# Which atom gives and takes the charge?

## Question

Vinyl trifluoromethyl sulfide, CH₂=CH–S–CF₃, has lost one electron and is a cation with one unpaired electron. A hybrid density functional was used to remove a further electron from this cation and, separately, to give one back. The nuclei stayed in place in both cases. Each change in electron density was then divided among the atoms by the Hirshfeld scheme.

The column "fukui minus" gives the part of the removed electron that comes from an atom. The column "fukui plus" gives the part of the added electron that arrives there. Over the whole molecule each column adds up to one electron, apart from rounding. Six of the ten atoms are shown below in shuffled order, and the letters are names of rows, not symbols of elements.

Fukui functions of the atoms in the vinyl trifluoromethyl sulfide cation (charge +1, doublet), computed with PySCF 2.14.0 at the TPSSh/6-311G(d,p) level on a GFN2-xTB geometry. Fukui minus is for vertical electron removal and fukui plus for vertical attachment, both to singlet states, with density changes divided by the Hirshfeld scheme. Candidates: 6, 2, 1, 3, 10, 4.

| row | fukui minus (e) | fukui plus (e) |
| --- | --- | --- |
| A | 0.055 | 0.043 |
| B | 0.098 | 0.101 |
| C | 0.031 | 0.039 |
| D | 0.216 | 0.199 |
| E | 0.044 | 0.047 |
| F | 0.314 | 0.349 |

The candidates are these atoms:

- atom 1, the terminal carbon of the vinyl group (CH₂)
- atom 2, the inner carbon of the vinyl group (CH)
- atom 3, sulfur
- atom 4, the carbon of the CF₃ group
- atom 6, one of the three fluorine atoms
- atom 10, the hydrogen on atom 2

(a) Find the three atoms that share the orbital of the unpaired electron, and put them in order as far as theory allows.

(b) Assign the other three rows, and say which assignments are ambiguous.

(c) The cation can be drawn with the unpaired electron on atom 1 and the positive charge on atom 2. Do the values support this drawing?

(d) How would the two columns compare if the calculation had started from the neutral molecule?

## Model answer

### (a) The three large values

The first step is to ask which orbital is involved. Removing the unpaired electron leaves a dication in which all electrons are paired. Adding an electron of opposite spin fills the same orbital and gives the neutral molecule, again with all electrons paired. Both columns should therefore show roughly the same pattern, and in the six rows they do. The argument holds for the singlet dication that was computed; a triplet would have lost its electron from another orbital.

The shape of the molecule suggests what this orbital looks like. The chain of carbon and sulfur atoms and the vinyl hydrogens lie in one plane, and the two vinyl carbons and sulfur each have a p orbital perpendicular to it. In the neutral molecule these three p orbitals hold four electrons, two from the double bond and two from a lone pair of sulfur. The cation has three, so the middle one of the three combined orbitals is singly occupied. This is the pattern of the allyl system, with large weights at the ends and a small one in the centre.

A Hückel model makes the argument definite. Let c₁, c₂ and c₃ be the amplitudes on the terminal carbon, the inner carbon and sulfur. Energies are counted downward from the carbon p level, in units of the coupling between the two carbons. The orbital lies at x, the sulfur p level at h, and the coupling between carbon and sulfur is k. With overlap neglected, the equations are

x·c₁ = c₂

x·c₂ = c₁ + k·c₃

x·c₃ = k·c₂ + h·c₃

The first equation gives c₂ = x·c₁, and the second then gives c₃ = −(1 − x²)·c₁/k. The weights on the terminal carbon, the inner carbon and sulfur are the squares of the amplitudes:

1 : x² : (1 − x²)²/k²

The third equation fixes the sulfur level that belongs to a given x:

h = x + k²·x/(1 − x²)

If the sulfur level lies below that of carbon, h is positive and the middle solution has x between 0 and 1. The inner carbon then always has less weight than the terminal one.

For a worked estimate, take k = 0.7, a rough recalled value for a carbon–sulfur bond, and x = 0.62. Then x² is 0.38, and the last formula gives h ≈ 1.1, a reasonable level for a sulfur lone pair. The weights stand as 1 : 0.38 : 0.77. Divided by their sum, they become 0.46 for the terminal carbon, 0.18 for the inner carbon and 0.36 for sulfur.

This supports a first assignment. Rows D and F, with by far the largest values, are the two ends of the system, the terminal carbon and sulfur. Row B is the inner carbon. Its value of about 0.1 e is less than half of that in row F, but clearly above those in rows A, C and E.

The model doesn't settle which end is which. The estimate above puts more weight on carbon, but if the sulfur level is raised to that of carbon (h = 0), sulfur has 0.67 and the terminal carbon 0.33. The order reverses at h = (1 + k)·√(1 − k) ≈ 0.93, which is uncomfortably close to the level used in the estimate. A small error in a rough parameter is enough to exchange the two atoms.

A different argument favours sulfur for row F. Its valence shell is larger than that of carbon, so a change in its charge is spread over more space and costs less repulsion energy. Sulfur is therefore the softer atom and should take the larger part. This makes the assignment F = sulfur, D = terminal carbon probable, but not certain.

### (b) The three small values

The remaining atoms have no p orbital in the conjugated system, yet their values aren't zero. When an electron leaves, the other electrons shift towards the place that it left, and the outer atoms lose some density in this way. The calculation shows such a shift directly: in each process there are regions where the density changes in the opposite sense, amounting to about 0.2 e. The density of a single orbital is nowhere negative and could not produce them. The Hirshfeld scheme also counts part of the density around an atom for its neighbours. A small value therefore doesn't show that the singly occupied orbital reaches that atom.

Row C has the lowest value in both columns. The carbon of the CF₃ group is the best candidate, because it is enclosed by four neighbours and has little outer surface from which density can be drawn. The margin is narrow, however. On attachment the three rows A, C and E lie within 0.008 e of each other, so this assignment is only likely.

Rows A and E are truly ambiguous. Row A has the larger value on removal, and row E has the slightly larger one on attachment. Nothing in the argument so far says whether fluorine or hydrogen should behave in this way. An answer that leaves the pair open deserves full marks.

### The labels

The rows with their labels:

| row | fukui minus (e) | computed element | fukui plus (e) |
| --- | --- | --- | --- |
| 1 | 0.216 | C | 0.199 |
| 2 | 0.098 | C | 0.101 |
| 3 | 0.314 | S | 0.349 |
| 4 | 0.031 | C | 0.039 |
| 5 | 0.054 | F | 0.046 |
| 6 | 0.055 | F | 0.043 |
| 7 | 0.055 | F | 0.043 |
| 8 | 0.063 | H | 0.062 |
| 9 | 0.069 | H | 0.071 |
| 10 | 0.044 | H | 0.047 |

Row F is sulfur, row D the terminal carbon and row B the inner carbon. Row C is the carbon of the CF₃ group. Of the ambiguous pair, row A is fluorine and row E is hydrogen. The probable assignments were thus correct, but that doesn't turn them into certain ones after the event.

### (c) The drawn formula

The values speak against it. If the positive charge sat on atom 2 as an empty p orbital, an added electron would go mainly there. In fact atom 2 receives 0.101 e, while sulfur receives 0.349 e and atom 1 receives 0.199 e. The distance between the two carbons is also close to that of a double bond, which the drawing lacks. A better picture is an intact vinyl sulfide with one electron removed from an orbital that extends over both carbons and sulfur.

### (d) Starting from the neutral molecule

The two columns would no longer have to resemble each other. At the same geometry, removal from the neutral molecule is the exact reverse of the attachment computed here. The new column "fukui minus" would therefore equal the present column "fukui plus", and in this picture the electron would come from the allyl-like orbital. An added electron would find that orbital full and would have to enter an empty, antibonding orbital with a different distribution. The similarity of the columns thus follows from the half-filled orbital in the cation. It doesn't prove that there is one, because a filled and an empty orbital can also have similar weights, as the two π orbitals of ethylene do.

## Remarks on the reasoning

**What the model achieves.** None of its parameters was fitted to the table. For a comparison, the removal values of the two vinyl carbons and sulfur are divided by their sum, 0.628 e. Sulfur then has a part of 0.50, the terminal carbon 0.34 and the inner carbon 0.16. The worked estimate comes close for the inner carbon but gives sulfur too little and the terminal carbon too much.

Part of this failure is to be expected. The model describes one orbital with all other electrons frozen, whereas the calculation lets them respond. More than a third of the change on removal lies outside the three conjugated atoms. The model is therefore a guide to which atoms matter, and it shouldn't be used to extract a sulfur level from the table. The computed values have an uncertainty of their own. TPSSh contains only a small part of exact exchange, and such functionals tend to spread the hole of a radical cation over too many atoms. Whether this changes the split between sulfur and carbon here wasn't tested.

**Charge and response are different things.** It may seem natural to expect the added electron on the most positive atoms. For sulfur, which has the largest charge, this happens to work, but it fails for the atom that comes second. In the starting cation, the carbon of the CF₃ group has a Hirshfeld charge of 0.286 e, nearly as much as sulfur with 0.333 e. Yet it has the smallest response of all ten atoms in both columns. Its charge comes from polar bonds to three fluorine atoms, and these bonds remain in place when the electron count changes. The response follows the orbital that is emptied or filled.

**What the full table adds.** With all ten atoms in view, fluorine and hydrogen do differ. Each of the three fluorine atoms responds more strongly on removal than on attachment, by 0.008 to 0.012 e, while no hydrogen changes by more than 0.003 e. Perhaps the fluorine lone pairs yield more density as the ion becomes more highly charged, but this is a guess.

The observation also comes from one molecule in one conformation. Its geometry was taken from a tight-binding method and not optimised again with the density functional. The bond between sulfur and the CF₃ group is rather long in it, about 1.9 Å, and whether this is real or due to the method wasn't tested. The small values on that group may depend on this length, so the difference shouldn't be used as a general rule for telling fluorine from hydrogen.

**How to carry the argument over.** First find the orbital whose occupation changes, then ask which atoms share it, and only then compare those atoms. A heteroatom with a deeper p level, such as oxygen in place of sulfur, raises h. In the model this moves weight from the heteroatom to the two vinyl carbons, and from the level used here the inner one gains more. The inner carbon still remains below the terminal one, because that order doesn't depend on the exact parameters.
